The silyl radical SiH₃ takes part in the deposition of silicon from silane, and models of that process need the energies of its bonds. The sum of all of them is the atomization energy, the energy needed to take the radical apart into one silicon and three hydrogen atoms. The table follows this energy through six basis sets at one fixed geometry. "Functions" counts the basis functions on the whole radical, and the last column compares each result with that of the quadruple-zeta set.

Ansatz 0.2.0, RMP2 (MP2 on a restricted open-shell reference) for the neutral doublet radical SiH₃, with the neon-like core of silicon frozen. All basis sets use the same MP2(full)/6-31G* geometry, and energy differences are counted from the cc-pV(Q+d)Z value.

| basis | functions | atomization energy less its quadruple-zeta value (kJ/mol) |
| --- | --- | --- |
| STO-3G | 12 | 212.40 |
| 6-31G | 19 | -196.00 |
| 6-31Gstar | 25 | -116.00 |
| cc-pV(D+d)Z | 38 | -55.00 |
| cc-pV(T+d)Z | 81 | -14.20 |
| cc-pV(Q+d)Z | 154 | 0.00 |

**(a) A student argues: "More basis functions lower the energy, so the binding must grow with the basis." What is right in this, and where does it fail?**

*Solution.* From 6-31G onward the atomization energy does grow with every step. The first step contradicts the student. STO-3G, with the fewest functions, binds most strongly, 212 kJ/mol above the quadruple-zeta value, and 6-31G then falls to 196 kJ/mol below it.

For a single energy the argument usually holds, though it is strictly safe only if the energy is variational and the larger set contains the smaller. An atomization energy, however, is a difference of two: energy of the free atoms less energy of the molecule. Let δ be the height of an energy above its own quadruple-zeta value. Then

shift = δ(atoms) − δ(molecule).

A better basis lowers both terms, and the sign of the shift depends on which of them is still the worse.

Three limiting cases make this plain. If the three hydrogen atoms stood infinitely far from the silicon, the "molecule" would be the free atoms, both errors would be equal and the shift would vanish in even the poorest basis. A basis that suited the free atoms perfectly and the molecule badly would give too weak a binding. One that suited the molecule and not the atoms would give too strong a binding.

The molecule's reference and MP2 energies, taken from companion coupled-cluster runs with the same geometry and basis sets, show which case applies. The molecule's energy falls at every step, as the student expects. In STO-3G, however, the molecule lies 9095 kJ/mol too high and the free atoms together 9308. In 6-31G the order is reversed, with 408 for the molecule and 212 for the atoms. The huge STO-3G errors belong mostly to the inner shells of silicon, which are nearly the same in atom and molecule and so largely cancel.

The student's explanation therefore fails for the difference, and unequal treatment of atoms and molecule takes its place. It remains to find which atom STO-3G treats worse when it is free than in the molecule.

**(b) STO-3G gives hydrogen a single function, modelled on exp(−ζr) with ζ = 1.24, a value chosen to suit hydrogen in molecules. Estimate what this costs three free hydrogen atoms, and compare the result with the shift.**

*Solution.* For an electron in the function exp(−ζr) around a proton, the kinetic energy is ζ²/2 and the attraction −ζ, both in hartree. The total is

E(ζ) = ζ²/2 − ζ = −1/2 + (ζ − 1)²/2.

In the limit ζ = 1 this is the exact hydrogen atom. Any other exponent costs (ζ − 1)²/2. For ζ above 1 the reason is that squeezing the electron towards the nucleus raises its kinetic energy by more than it gains in attraction.

With ζ = 1.24 the loss is 0.24²/2 ≈ 0.029 hartree, or about 76 kJ/mol for each atom. Three atoms lose 227 kJ/mol, as much as the whole shift of 212 kJ/mol and with the right sign. Nothing was fitted to reach this. On average over molecules the squeezed function is roughly what hydrogen needs, and the estimate assumes that this holds in SiH₃ too. The free atom needs a wider function and has no second one with which to expand again.

The close agreement is partly luck. STO-3G builds its function from only three Gaussians, which costs some more energy, and the rough known error of its hydrogen atom brings the loss for three atoms to about 260 kJ/mol. If this is taken out of the shift, about −50 kJ/mol is left, so that STO-3G would bind too weakly, like the sets that follow it. The size of this remainder has no simple meaning, since it is a small difference between very large errors on silicon.

6-31G serves as a rough control, though its silicon functions differ too. It splits the hydrogen function into two parts that can mix freely, so the electron can spread out in the atom and contract in the molecule. The loss of three free atoms then drops to roughly 14 kJ/mol, and the overbinding is gone. Yet this drop of about 250 kJ/mol covers only some 60 per cent of the 408 kJ/mol by which the atomization energy falls from STO-3G to 6-31G, so hydrogen cannot be the only cause.

The calculations themselves show that the free atoms together are worse off than the molecule in STO-3G. That hydrogen bears a large part of the blame follows from the formula and from the known energy of the atom. Two other effects may supply the rest. STO-3G also gives each valence orbital of silicon a single function of fixed size, which may suit the free atom less well than the molecule. And in a molecule each atom can borrow its neighbours' functions to repair its own poor set. The sizes of both effects are untested here.

**(c) From 6-31G to 6-31G\* only d functions on silicon are added, and the atomization energy rises by 80 kJ/mol. Does this show that silicon uses d orbitals to form its bonds? Why do these larger sets bind too weakly at all?**

*Solution.* If the d functions served only for bonding, they would leave the free silicon atom almost unchanged. The molecule gains 102 kJ/mol in its reference energy, the part without correlation, and 54 in the MP2 part, about 156 in all. The free atoms gain 76 kJ/mol, and all of this belongs to silicon, because the hydrogen functions are the same in both sets. Nearly half of the benefit thus appears in an atom that has no bonds.

In the free atom, d functions give the valence electrons more room to avoid each other. The set added here also contains a spherical combination, which can improve the s shells. In the molecule there is a further task, since the electron cloud of silicon must deform towards three hydrogen atoms, and d functions mixed into p functions allow this. The s and p orbitals of silicon are enough for three bonds and one unpaired electron, so chemistry favours this reading, polarization, over bonds made from d orbitals. The energies alone decide only that the gain is not purely a matter of bonding.

The same comparison explains the weak binding. A free atom is a simple object: its electrons move around one nucleus, and hydrogen has no electron pair to correlate. In the molecule the density is no longer centred on single nuclei, and three bond pairs have to be correlated. The molecule therefore asks more of the basis than the atoms do, and a modest set that already describes the free hydrogen atom well leaves the molecule further from its goal.

How much of the molecular error reaches the atomization energy is surprisingly steady. From 6-31G to triple zeta it is between 45 and 48 per cent, while the error itself shrinks more than tenfold. The rest cancels against the error of the free atoms. This is an observation on one radical and not a law, and STO-3G, with its ill-suited hydrogen atom, does not follow it.

The quadruple-zeta value is itself not the end of the climb. Correlation converges slowly, because smooth functions describe poorly the sharp dip in the probability of finding two electrons close together. A common rule lets the remaining error fall as the inverse cube of the cardinal number, which is 2, 3 and 4 for double, triple and quadruple zeta. The rule is meant for the correlation energy, but is tried here on the whole atomization energy. Scaled to the step from double to triple zeta, it predicts 9.9 kJ/mol for the last step, where the calculation gives 14.2. Scaled to this last step instead, it puts about 10 kJ/mol still to come, an estimate that is therefore good only as an order of magnitude.

For silicon deposition the lesson concerns reactions that set hydrogen atoms free. Each free atom brings its own basis error into the reaction energy, and in STO-3G this error is comparable with a good part of a bond energy. The printed output below gives the errors of molecule and atoms for every basis, together with the hydrogen estimate and the test of the cube rule.

Output of the analysis:

```
Energies above quadruple zeta in kJ/mol:
          row  atomization energy  molecule reference part  molecule MP2 part  molecule total  free atoms together
       STO-3G                1137                     8857              238.3            9095                 9308
        6-31G               728.2                    206.4              201.4           407.8                211.8
    6-31Gstar               808.2                    104.4              147.9           252.2                136.2
  cc-pV(D+d)Z               869.2                    41.26              79.68           120.9                65.95
  cc-pV(T+d)Z                 910                    9.477              21.25           30.73                16.53
  cc-pV(Q+d)Z               924.2                        0                  0               0                    0
Change from the row above in kJ/mol:
          row  atomization energy  molecule lowered by reference  molecule lowered by MP2  free atoms lowered
        6-31G              -408.4                           8651                    36.93                9096
    6-31Gstar                  80                            102                    53.53               75.55
  cc-pV(D+d)Z                  61                          63.12                    68.17               70.29
  cc-pV(T+d)Z                40.8                          31.78                    58.43               49.42
  cc-pV(Q+d)Z                14.2                          9.477                    21.25               16.53
STO-3G shift as percentage of the quadruple-zeta atomization energy: 22.98
Three H atoms, loss from the squeezed Slater function alone (kJ/mol): 226.8
Three H atoms in STO-3G, rough full loss (kJ/mol): 259.9
Three H atoms in 6-31G, rough full loss (kJ/mol): 14.18
STO-3G shift left when the rough H atom loss is taken out (kJ/mol): -47.52
Smallest share of molecular error left in atomization, 6-31G to triple zeta (%): 45.48
Largest share of molecular error left in atomization, 6-31G to triple zeta (%): 48.06
Last step predicted by a cube law from the step before (kJ/mol): 9.932
Last step computed (kJ/mol): 14.2
Rest beyond quadruple zeta if a cube law held from triple zeta on (kJ/mol): 10.36
```
